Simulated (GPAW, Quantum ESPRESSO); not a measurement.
# Lattice constants a and c of WC-type tungsten carbide: relaxed cells by density functional

Tungsten carbide in the WC type has different repeat lengths along a and c, yet its W–C bonds all slant across both directions. It is therefore not obvious whether a functional that binds too strongly or too weakly should distort the cell or merely rescale it. The distinction matters for hard coatings and contact layers, where an error in a becomes a false misfit strain on a basal interface, while an error in c changes the layer spacing. We compare relaxed static cells from several functionals with the cited measured cell, a = 2.9059 Å and c = 2.8377 Å. A positive error means a computed cell that is too large, the sense of underbinding; a negative error means the sense of overbinding.

## Computational details

One crystal, WC (WC-type), started from the cited measured cell (a = 2.9059 Å, c = 2.8377 Å); cell and atoms relaxed at zero pressure inside the space group, plane waves, scalar-relativistic, no spin-orbit coupling, no spin. Each row names its program; Quantum ESPRESSO is version 7.5 with the named potentials; GPAW is version 26.7. Runs of the same series left out of the table: LDA (Quantum ESPRESSO, GBRV) (not at rest, symmetry lost, faulty or unsuited potentials, or with spin); rVV10 (Quantum ESPRESSO, GBRV) (not at rest, symmetry lost, faulty or unsuited potentials, or with spin).

Notes on method and selection:

- The relaxed cell is that of the static lattice at zero pressure; zero-point and thermal expansion are in the measured edges, from a tenth of a percent to about one percent (most for halides, soft solids and crystals of the lightest elements such as H, Li, Be and B; not calculated here), so a level that hits the measured value may do so by cancelling errors.
- The relaxation keeps the space group of the starting structure, unless a run's flaw says otherwise, so it can't find a distortion to lower symmetry.
- Older structure determinations can be of non-stoichiometric or impure samples, and a database entry may not state temperature or pressure; a miss of several percent to the same side at every level points at the entry or the magnetic state more than at the functional.
- Programs differ in potentials and cutoffs; an offset between them without a dispersion term carries over to the rows with one.
- Runs that did not converge, have known faults or may not be shown are not listed, and runs on Ansatz's PAW sets soft_1 and soft_2 are kept to separate tables.

Columns:

- settings: wave-function cutoff and k mesh.
- volume error (%): relaxed volume over the measured volume, minus one.
- volume (Å³): relaxed volume per atom.
- a (Å): lattice constant a of the conventional cell.
- c (Å): lattice constant c of the conventional cell.
- error in a (%): a over the measured a, minus one.
- error in c (%): c over the measured c, minus one.

Input lines of one member:

```
&control
  calculation = 'vc-relax'
  pseudo_dir = './'
  outdir = './tmp'
  disk_io = 'none'
  tstress = .true.
  tprnfor = .true.
  forc_conv_thr = 3.89e-04
  etot_conv_thr = 1.0e-4
  nstep = 60
/
&system
  ibrav = 0
  nat = 2
  ntyp = 2
```

Command (options for logging and memory left out): `OMP_NUM_THREADS=1 mpirun -n 4 pw.x -nk 4 -in pw.in > pw.x.log`

## Table of results

```
member                                settings             volume error (%)  volume (Å³)  a (Å)   c (Å)   error in a (%)  error in c (%)
vdW-DF-cx (Quantum ESPRESSO, GBRV)    544 eV, k 13×13×12   −0.73             10.300       2.8987  2.8309  −0.249          −0.239
PBE (Quantum ESPRESSO, GBRV)          544 eV, k 13×13×12   0.89              10.468       2.9163  2.8425  0.357           0.170
RPBE (GPAW)                           700 eV, k 13×13×12   2.74              10.660       2.9343  2.8591  0.979           0.755
LDA (GPAW)                            700 eV, k 13×13×12   −2.83             10.083       2.8807  2.8059  −0.865          −1.122
PBE-D3(BJ) (Quantum ESPRESSO, GBRV)   544 eV, k 13×13×12   −0.93             10.279       2.8971  2.8283  −0.303          −0.330
PBE (GPAW)                            700 eV, k 13×13×12   ?                 ?            ?       ?       ?               ?
PBE (Quantum ESPRESSO, PseudoDojo)    1143 eV, k 13×13×12  1.46              10.528       2.9225  2.8466  0.572           0.312
PBEsol (Quantum ESPRESSO, GBRV)       544 eV, k 13×13×12   −1.32             10.239       2.8938  2.8235  −0.415          −0.500
rev-vdW-DF2 (Quantum ESPRESSO, GBRV)  544 eV, k 13×13×12   0.15              10.392       2.9081  2.8378  0.075           0.004
```

Cells marked ? are withheld until the estimate has been made.

## What drives the series

The choice of functional mainly rescales the cell. Between LDA and RPBE, both run in GPAW with the same cutoff and mesh, the volume error rises by 2.74 + 2.83 = 5.57 percentage points. The error in a rises by 0.979 + 0.865 = 1.844 points and that in c by 0.755 + 1.122 = 1.877 points, so the expansion is almost the same along both axes.

The geometry makes this plausible. Carbon sits in trigonal prisms of tungsten, and each W–C bond in the measured cell spans a over the square root of three, 2.9059 / 1.732 = 1.68 Å, in the basal plane and half of c, 2.8377 / 2 = 1.42 Å, along c. A change in bond length can thus be taken up by both axes. The sign of the change follows from exchange: gradient corrections favour a less uniform density and so a larger cell, strongly in RPBE and more weakly in PBEsol, whereas LDA has none.

The two axes also differ by an offset, though its size varies from row to row. The error in a lies above the error in c in every row shown except vdW-DF-cx, where the two agree to 0.01 points. As a result, LDA misses more along c, and RPBE and both PBE rows miss more along a.

Adding D3(BJ) to PBE with the GBRV potentials lowers the volume error by 0.89 + 0.93 = 1.82 points, through 0.357 + 0.303 = 0.660 points in a and 0.170 + 0.330 = 0.500 points in c. The added pair attraction pulls the atoms together, and here it turns a cell larger than the measured one into a smaller one.

Potentials and cutoff also count. The two PBE rows differ by 1.46 − 0.89 = 0.57 points in volume, about as much as the whole spread among vdW-DF-cx, PBE-D3(BJ) and PBEsol. Those three share the GBRV potentials, so a common offset would shift them together and change their distance from the measured volume more than their order. Thermal and zero-point expansion in the measured edges makes the sign of the smaller errors uncertain as well.

## A prediction

Plain estimates from the members shown:

- PBE (GPAW), mean of the 8 members shown: −0.07 %, standard deviation 1.6

The mean of all eight members is unsuitable for PBE in GPAW, because its scatter of 1.6 points comes largely from changing the functional. We use the two rows that share the functional, PBE with GBRV and with PseudoDojo potentials. Their mean volume error is (0.89 + 1.46) / 2 = 1.18 %.

We apply no shift for the program. GPAW and Quantum ESPRESSO have no functional in common among the rows shown, so an offset between them can't be derived. The GPAW rows do offer a check on order: PBE has a gradient correction that LDA lacks, and its exchange enhancement is weaker than that of RPBE. Its volume error should therefore fall between −2.83 % and 2.74 %, as the estimate does.

Tried on the shown members, the route of carrying a PBE result from one set of potentials to another misses by 0.57 points. Two values that far apart have a standard deviation of 0.57 / √2 = 0.40 points. For a new value set against the mean of two, this grows to 0.40 × √(1 + 1/2) = 0.49 points, which we round to 0.5. With only two rows behind it, the error bar is itself rough.

**Committed estimate, PBE (GPAW): volume error = 1.2 ± 0.5 %.**

## The answer

```
member      settings            volume error (%)  volume (Å³)  a (Å)   c (Å)   error in a (%)  error in c (%)
PBE (GPAW)  700 eV, k 13×13×12  1.38              10.519       2.9216  2.8461  0.540           0.297
```

```
member      estimate   volume error (%)  computed  estimate − computed  miss in error bars
PBE (GPAW)  committed  1.20              1.38      −0.18                0.4
PBE (GPAW)  mean       −0.07             1.38      −1.45
```

The computed volume error of 1.38 % lies inside the error bar of the estimate, 1.2 ± 0.5 %, a miss of 0.18 points. The mean of the eight other members missed by 1.45 points.

Staying with one functional was the argument that held. Giving the two PBE rows equal weight was less well founded, since GPAW lies 1.46 − 1.38 = 0.08 points from the PseudoDojo row but 1.38 − 0.89 = 0.49 points from the GBRV row. We also took the 0.57 points between those two rows as the cost of changing potentials, although the GBRV cell is too small because of its low cutoff. The error bar of 0.5 rests on that gap, so the hit doesn't confirm it as a measure of how far potentials differ.

The new row also divides the GPAW series into two steps. From LDA to PBE the volume error rises by 1.38 + 2.83 = 4.21 points, and from PBE to RPBE by only 2.74 − 1.38 = 1.36 points. In the first step the error in a rises by 0.540 + 0.865 = 1.405 points and that in c by 0.297 + 1.122 = 1.419 points, so adding the gradient correction expands the cell almost evenly.

## Where the trend breaks

LDA, at −2.83 %, and RPBE, at 2.74 %, lie farthest out in volume. Both have the expected sign: LDA lacks the gradient correction that weakens bonding, and RPBE has a stronger one than PBE. Neither looks like a faulty run.

A smaller irregularity concerns the GBRV rows. PBE with GBRV gives a smaller cell than either of the other PBE rows, by 0.49 and 0.57 points in volume. The cause is the 544 eV cutoff. The cell is relaxed with a fixed set of plane waves, and where that set is incomplete the computed stress vanishes at too small a volume. In the GBRV runs the energy jumps when the set is rebuilt for the relaxed cell, and the size of the jump implies a shrinkage larger than either gap. At a converged cutoff, PBE with GBRV should thus lie somewhat above the other two PBE rows, so the potentials don't explain its small cell.

All five GBRV rows shrink in this way and by nearly the same amount, which matters most for those close to the measured volume. A correction of 0.57 points, which is still too small, moves rev-vdW-DF2 to 0.15 + 0.57 = 0.72 %, vdW-DF-cx to −0.73 + 0.57 = −0.16 %, PBE-D3(BJ) to −0.93 + 0.57 = −0.36 % and PBEsol to −1.32 + 0.57 = −0.75 %. The near-perfect volume of rev-vdW-DF2 is therefore a product of the cutoff, and vdW-DF-cx comes closer to the measured cell. D3(BJ) still lowers the PBE volume by 1.82 points, but whether it takes the cell past the measured size, as we stated earlier, is left open. Any separate effect of the GBRV potentials can't be tested beyond PBE, as the LDA run with GBRV was left out.

## Measured values

```
member                                quantity     measured  computed  computed − measured  conditions                                                                               source
vdW-DF-cx (Quantum ESPRESSO, GBRV)    volume (Å³)  10.376    10.300    −0.076 (−0.7 %)      300 K; diffraction; structure determination listed in the Crystallography Open Database  [1]
vdW-DF-cx (Quantum ESPRESSO, GBRV)    a (Å)        2.9059    2.8987    −0.0072 (−0.2 %)     300 K; diffraction; structure determination listed in the Crystallography Open Database  [1]
PBE (Quantum ESPRESSO, GBRV)          volume (Å³)  10.376    10.468    +0.092 (+0.9 %)      300 K; diffraction; structure determination listed in the Crystallography Open Database  [1]
PBE (Quantum ESPRESSO, GBRV)          a (Å)        2.9059    2.9163    +0.0104 (+0.4 %)     300 K; diffraction; structure determination listed in the Crystallography Open Database  [1]
RPBE (GPAW)                           volume (Å³)  10.376    10.660    +0.284 (+2.7 %)      300 K; diffraction; structure determination listed in the Crystallography Open Database  [1]
RPBE (GPAW)                           a (Å)        2.9059    2.9343    +0.0284 (+1.0 %)     300 K; diffraction; structure determination listed in the Crystallography Open Database  [1]
LDA (GPAW)                            volume (Å³)  10.376    10.083    −0.293 (−2.8 %)      300 K; diffraction; structure determination listed in the Crystallography Open Database  [1]
LDA (GPAW)                            a (Å)        2.9059    2.8807    −0.0252 (−0.9 %)     300 K; diffraction; structure determination listed in the Crystallography Open Database  [1]
PBE-D3(BJ) (Quantum ESPRESSO, GBRV)   volume (Å³)  10.376    10.279    −0.097 (−0.9 %)      300 K; diffraction; structure determination listed in the Crystallography Open Database  [1]
PBE-D3(BJ) (Quantum ESPRESSO, GBRV)   a (Å)        2.9059    2.8971    −0.0088 (−0.3 %)     300 K; diffraction; structure determination listed in the Crystallography Open Database  [1]
PBE (GPAW)                            volume (Å³)  10.376    10.519    +0.143 (+1.4 %)      300 K; diffraction; structure determination listed in the Crystallography Open Database  [1]
PBE (GPAW)                            a (Å)        2.9059    2.9216    +0.0157 (+0.5 %)     300 K; diffraction; structure determination listed in the Crystallography Open Database  [1]
PBE (Quantum ESPRESSO, PseudoDojo)    volume (Å³)  10.376    10.528    +0.152 (+1.5 %)      300 K; diffraction; structure determination listed in the Crystallography Open Database  [1]
PBE (Quantum ESPRESSO, PseudoDojo)    a (Å)        2.9059    2.9225    +0.0166 (+0.6 %)     300 K; diffraction; structure determination listed in the Crystallography Open Database  [1]
PBEsol (Quantum ESPRESSO, GBRV)       volume (Å³)  10.376    10.239    −0.137 (−1.3 %)      300 K; diffraction; structure determination listed in the Crystallography Open Database  [1]
PBEsol (Quantum ESPRESSO, GBRV)       a (Å)        2.9059    2.8938    −0.0121 (−0.4 %)     300 K; diffraction; structure determination listed in the Crystallography Open Database  [1]
rev-vdW-DF2 (Quantum ESPRESSO, GBRV)  volume (Å³)  10.376    10.392    +0.016 (+0.2 %)      300 K; diffraction; structure determination listed in the Crystallography Open Database  [1]
rev-vdW-DF2 (Quantum ESPRESSO, GBRV)  a (Å)        2.9059    2.9081    +0.0022 (+0.1 %)     300 K; diffraction; structure determination listed in the Crystallography Open Database  [1]
```

Computed − measured (first source of each member):

- volume (Å³): mean error +0.009, mean absolute error 0.143 (1.4 %) over 9 members
- a (Å): mean error +0.0022, mean absolute error 0.0141 (0.5 %) over 9 members

Sources:

[1] (doi:10.1063/1.3481667, 2010)

LDA overbinds, with a volume 2.8 % below the measured one, and more strongly along c (−1.122 %) than along a (−0.865 %). RPBE underbinds by 2.7 % and PBE by 1.4 % in GPAW and 1.5 % with PseudoDojo, both more along a; the 0.9 % of PBE with GBRV is too low because of the cutoff. The largest volume error in the table is that of LDA. The smallest is that of rev-vdW-DF2, 0.15 %, but it would grow at a converged cutoff and is no sign that this functional is the most accurate here.

The measured cell belongs to 300 K and includes zero-point and thermal expansion, for a stiff carbide roughly a few tenths of a percent in volume. A static reference would be smaller, so the underbinding of PBE and RPBE would grow. The negative errors of PBEsol, PBE-D3(BJ) and vdW-DF-cx would shrink. A converged cutoff would raise these three volumes further, by more than 0.57 points, so we don't regard any of the three as established overbinding.

The cell shape is steadier than its size. In GPAW, c/a is 2.8059 / 2.8807 = 0.974 with LDA, 2.8461 / 2.9216 = 0.974 with PBE and 2.8591 / 2.9343 = 0.974 with RPBE, against 2.8377 / 2.9059 = 0.977 measured. The GBRV rows vary somewhat more, from 2.8425 / 2.9163 = 0.975 with PBE to 2.8309 / 2.8987 = 0.977 with vdW-DF-cx, still a small change beside that in volume. Errors of both signs in volume give no hint of a gross fault in the measured entry, though the table doesn't show the sample's composition.

## What to take away

For WC, the functional sets the size of the cell and hardly alters its shape: across the GPAW rows the volume error spans 5.57 points while c/a stays at 0.974. A PBE volume can be compared between sets of potentials only when the cutoff is converged for each: the PseudoDojo and GPAW rows agree to 0.08 points, whereas the GBRV cells, relaxed at 544 eV, are too small by more than 0.57 points in volume. For an untried functional, the mean of the others is of little use, with a scatter of 1.6 points.

In an interface model, a film whose unstrained lattice constant is taken from measurement, matched to a WC basal plane relaxed with PBE in GPAW, acquires a false in-plane strain from the substrate of 0.0157 / 2.9059 = 0.0054, or 0.54 % tensile. With the LDA substrate it is 0.0252 / 2.9059 = 0.0087, or 0.87 % compressive. Misfits of that size should not be interpreted until both lattices come from the same functional and consistent potentials at converged cutoffs, and even then the errors cancel only as far as they are alike in the two materials.

We expect no omitted effect, spin–orbit coupling included, to rival the spread between LDA and RPBE.

[On method and selection: Within the GBRV family the files differ by functional: PBEsol rows use files made with PBEsol, van der Waals rows files made with PBE.]

[Logs are printed without paths, hosts, clocks, repeated set-up lines and the standing remarks that a program may print on its own settings, such as how far it seeks lower states.]
